The Bader charge of an atom in a crystal is the number of valence electrons that the neutral atom brings, less the number found in the region of space that belongs to it. The regions are bounded by surfaces on which the electron density runs through a minimum between neighbouring atoms, so the division follows the density itself and needs no choice of orbitals. Here the density comes from a density-functional calculation of Ta₃SnO₄ with the atoms held fixed. A positive charge means that the atom has lost electrons.

Two sizes are worth remembering. Averaged over its metal–oxygen contacts in this crystal, a tantalum atom gives up about a quarter of an electron per contact and a tin atom about a fifth. Most of what the Bader charges show, including the one oxygen that differs from the others, follows from adding up these two amounts.

Ansatz 0.2.0, scalar-relativistic PBE with PAW: Ta₃SnO₄ (Pm-3m, 8-atom cell) at fixed atoms, without spin polarisation; plane-wave cutoff 420 eV, 8×8×8 k mesh, Gaussian smearing of 0.1 eV. The s, p and d electrons are Löwdin populations, set to zero where the PAW dataset lacks the shell; Bader volumes leave out near-empty space.

| row | bader charge (e) | element | s electrons (e) | p electrons (e) | d electrons (e) | bader volume (Å³) |
| --- | --- | --- | --- | --- | --- | --- |
| 1 | 1.506 | Ta | 2.476 | 5.987 | 3.777 | 14.620 |
| 2 | 1.506 | Ta | 2.476 | 5.987 | 3.777 | 14.620 |
| 3 | 1.506 | Ta | 2.476 | 5.987 | 3.777 | 14.620 |
| 4 | 1.257 | Sn | 1.599 | 1.661 | 9.996 | 14.260 |
| 5 | -1.425 | O | 1.790 | 4.879 | 0.000 | 10.350 |
| 6 | -1.500 | O | 1.767 | 4.861 | 0.000 | 10.500 |
| 7 | -1.425 | O | 1.790 | 4.879 | 0.000 | 10.350 |
| 8 | -1.425 | O | 1.790 | 4.879 | 0.000 | 10.350 |

The eight rows describe only four different sites. The three tantalum atoms are equivalent by symmetry, and so are the oxygens of rows 5, 7 and 8. The atoms sit as in rock salt, with metal and oxygen alternating along each cube direction, so that every atom has six neighbours of the other kind. The oxygen of row 6 is surrounded by six tantalum atoms, whereas each of the other three has four tantalum and two tin neighbours.

This makes the oxygens an unusually clean comparison. All metal–oxygen contacts have the same length, 2.32 Å, and all oxygens have the same number of them, so neither bond length nor coordination number can separate the two kinds. What changes in the nearest shell is the identity of two neighbours out of six. The cubic symmetry imposes this equality. The cell may be an invented or metastable form, and a crystal free to distort might not keep it.

With that single change, the oxygen charge goes from −1.425 e to −1.500 e. The oxygen that sees only tantalum is the more negative one, by about five per cent. The cause must be sought in how tantalum and tin differ as partners of oxygen.

A useful yardstick is the fully ionic limit. An oxygen atom needs two electrons to fill its 2p shell, and if six neighbours supply them equally, each contact carries one third of an electron. Real contacts carry less, because the filled oxygen orbitals mix with empty or partly filled metal orbitals and part of the charge returns towards the metal. To lowest order, the share returned grows with the square of the coupling between the two orbitals and shrinks as their energies move apart.

This is why contacts can be expected to add. As long as the mixing is modest, each neighbour takes back its own share, nearly independently of what the others do. The charge of an oxygen is then a sum over its neighbours, and exchanging one neighbour changes one term of the sum.

Tantalum should let oxygen keep more of the charge than tin does. It is the more electropositive metal on the usual scales of electronegativity. The first electron is not the reason, since it is about equally hard to remove from either free atom. A likelier reason is tin's outer s pair, which is bound much more deeply than the d electrons of tantalum and lies close in energy to the oxygen 2p shell. Tin parts with this pair less readily, and in the table it still has 1.6 s electrons. The Bader charges follow this order, with 1.506 e on tantalum and 1.257 e on tin.

The simple model turns this into arithmetic. Each metal atom is taken to share its computed charge equally among its six contacts, which gives 1.506/6 = 0.251 e for a tantalum contact and 1.257/6 = 0.21 e for a tin contact. Each oxygen then collects what its neighbours supply. The oxygen charges themselves are not used as input.

For the oxygen of row 6 the sum is six tantalum contacts, so its charge should be the tantalum charge with the opposite sign, −1.506 e. For the others it is four tantalum contacts and two tin contacts, or −(4 × 1.506 + 2 × 1.257)/6 = −1.423 e. The difference between the two oxygens should therefore be 0.083 e. The calculation gives 0.075 e, so the model overestimates the difference by about a tenth.

The same estimate can be made in one's head. The two metals differ in charge by about a quarter of an electron, and a third of the neighbours are exchanged, so the oxygens should differ by a third of a quarter, or roughly 0.08 e. This also explains why the oxygens look so much alike although the metals do not. Each oxygen averages over six neighbours, and four of those are the same in both surroundings.

The agreement has to be weighed with some care, because the crystal as a whole is neutral. Once the metal charges are known, the average oxygen charge is fixed, and any model that conserves charge will get it right. Only the difference between the two kinds of oxygen is a real test, and there is one such difference. A model in which all oxygens are alike would put it at zero and would miss the oxygen of row 6 by 0.056 e, where the contact model misses it by 0.006 e.

The success of the sum does not single out orbital mixing as the reason. A more positive neighbour also lowers the electrostatic energy of electrons on the oxygen, which draws in more charge. Tantalum is the more positive neighbour, so this effect has the same direction. The two descriptions overlap in a real bond, and the charges at hand do not separate them.

The volumes hold a surprise for a reader who pictures an oxide as large oxygen ions with small metal ions in the gaps. Here the regions of the metal atoms are the larger ones: that of tantalum has about 1.4 times the volume of an average oxygen region. The electron count offers a likely reason. The metal atoms of one cell bring 3 × 5 + 4 = 19 outer electrons, while four oxygen atoms can take up only eight.

Even in the ionic limit, then, eleven outer electrons would have to stay with the metals. In the Bader division, tantalum keeps about 3.5 of its five and tin about 2.7 of its four. These electrons can spread into the space between metal atoms, which are only 3.3 Å apart. The crystal is a metal in this calculation, with no gap between filled and empty states. That much was built in: the cell holds an odd number of electrons, and with all spins paired they cannot fill a whole number of bands.

The populations by orbital type show in what form the electrons remain. They come from a different division, named after Löwdin, which projects the electronic states onto atomic orbitals and counts how much of each is occupied. Tantalum has 3.8 d electrons, more than the three of the free atom, although it has lost charge overall. The s and p columns for tantalum also count filled inner shells, so only about half an electron of its s population sits in the outermost s shell, which holds two in the free atom. By this count the loss comes from there, as expected for a diffuse orbital that the surrounding oxygens push up in energy; part of the d count is in fact the metal's share of the bonds to oxygen.

The Löwdin populations also give net charges, and these disagree with the Bader charges in an instructive way. They are only about half as large, between 0.6 and 0.8 e in size on every site. A diffuse metal orbital reaches well into the space around an oxygen nucleus, so it can claim density there that the Bader surfaces assign to oxygen. Sites should therefore be ranked within one division, not by taking one charge from each.

The Löwdin charges even reverse the order of the oxygens, making the one with six tantalum neighbours less negative by 0.04 e. The projection leaves 0.39 e of the cell's electrons unassigned, or about 0.05 e per site. To account for the reversal, the two kinds of oxygen would have to lose amounts that differ by most of this average. The table does not show how the unassigned electrons are spread over the sites, so the reversal can be neither dismissed nor relied on.

The disagreement over the metals matters more for the argument. In the Löwdin division tantalum and tin carry nearly the same charge, 0.76 and 0.74 e, so the clear lead of tantalum belongs to the Bader picture. The contact model inherits this dependence, since it takes the metal charges as its starting point. It explains how the charges of the Bader regions fit together; it does not establish a difference in ionicity that every way of counting would confirm.

For the same reason the charges should not be read as oxidation states. A value near −1.5 e on oxygen does not mean that an oxygen ion lacks half an electron, and 1.5 e on tantalum does not identify a particular valence. What can be compared are sites within one division, and for those the first step is to count the neighbours of each kind. In this crystal, the two kinds of oxygen differ by two neighbours, which comes to about 0.04 e more negative charge for each tin neighbour exchanged for tantalum.

Whether that step stays constant is the question the table leaves open. It contains oxygens with four and with six tantalum neighbours, and two points cannot reveal a curve. Another arrangement of the same atoms, with some oxygens touching three tantalum and three tin atoms, would show whether the contacts go on adding or whether oxygen begins to resist as its neighbours become more generous. Such a calculation should also let the electron spins polarise, because the present one kept them paired, and a magnetic state could change the site charges by amounts that matter on this scale.
